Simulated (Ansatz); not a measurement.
**A substitution series on C: H to F**

On one C centre that keeps Cl, n of the H ligands are replaced by F. The atomisation energy (no zero-point term) y in kJ/mol at CCSD(T)/CBS estimate. Shapes, held fixed at every level: PBE0-D4/def2-TZVP. Programs: Ansatz 0.2.0.

| molecule | n | y (kJ/mol) |
| --- | --- | --- |
| CH3Cl | 0 | 1656 |
| CH2ClF | 1 | ? |
| CHClF2 | 2 | 1745 |
| CClF3 | 3 | 1812 |

**Question.** Fit y = c + s·n to the known rows and predict CH2ClF.

**Answer.** 
1. Means of the 3 rows: n = 1.66667, y = 1737.7.
2. Σ(Δn)² = 4.6667, Σ(Δn·Δy) = 237.67, so the slope is 237.67/4.6667 = 50.929.
3. Intercept: 1737.7 − (50.929) × 1.66667 = 1652.8. The largest residual of the fit is 9.7.
4. CH2ClF: 1652.8 + (50.929) × 1 = 1704 kJ/mol.

The run gave 1683 kJ/mol, so the prediction is off by +21 kJ/mol, more than the scatter of the fit. The step per swap changes from +27 to +67 kJ/mol along the series, so a line misses the bend: the ligands act on one another. The slope is only an average step. Other levels give for CH2ClF: r2SCAN0-D4/def2-TZVPP 1651; wB97M-V/def2-TZVPP 1690; CCSD(T)/def2-TZVPP 1635 kJ/mol. The series runs otherwise at BHLYP-D4/def2-TZVPP, HF/def2-SVP, HF/def2-TZVPP. The CBS estimate extrapolates MP2 from def2-TZVPP and def2-QZVPP and adds CCSD(T) − MP2 in the triple-zeta set, cores frozen.

Replacing H by F raises the atomisation energy at every step, as expected from a C–F bond that is stronger than C–H: poor overlap with the compact fluorine 2p orbitals is outweighed by the bond's large ionic contribution. The first swap gains only 27 kJ/mol, whereas the later ones gain considerably more. This fits the well-known geminal stabilisation of fluoromethanes, in which fluorine lone pairs donate into neighbouring C–F and C–Cl antibonding orbitals while the increasingly positive carbon attracts all the halogens.

The bend is not uniform, however. Most of it comes with the second fluorine, and the third adds little more to the step, although it creates two new F–C–F contacts rather than one. Constant pair terms would make the steps grow evenly, so the stabilisation probably saturates as the fluorines compete for the same acceptor orbitals and repel one another. Because atomisation energies sum over all bonds, the rise doesn't show that the C–Cl bond itself becomes stronger.
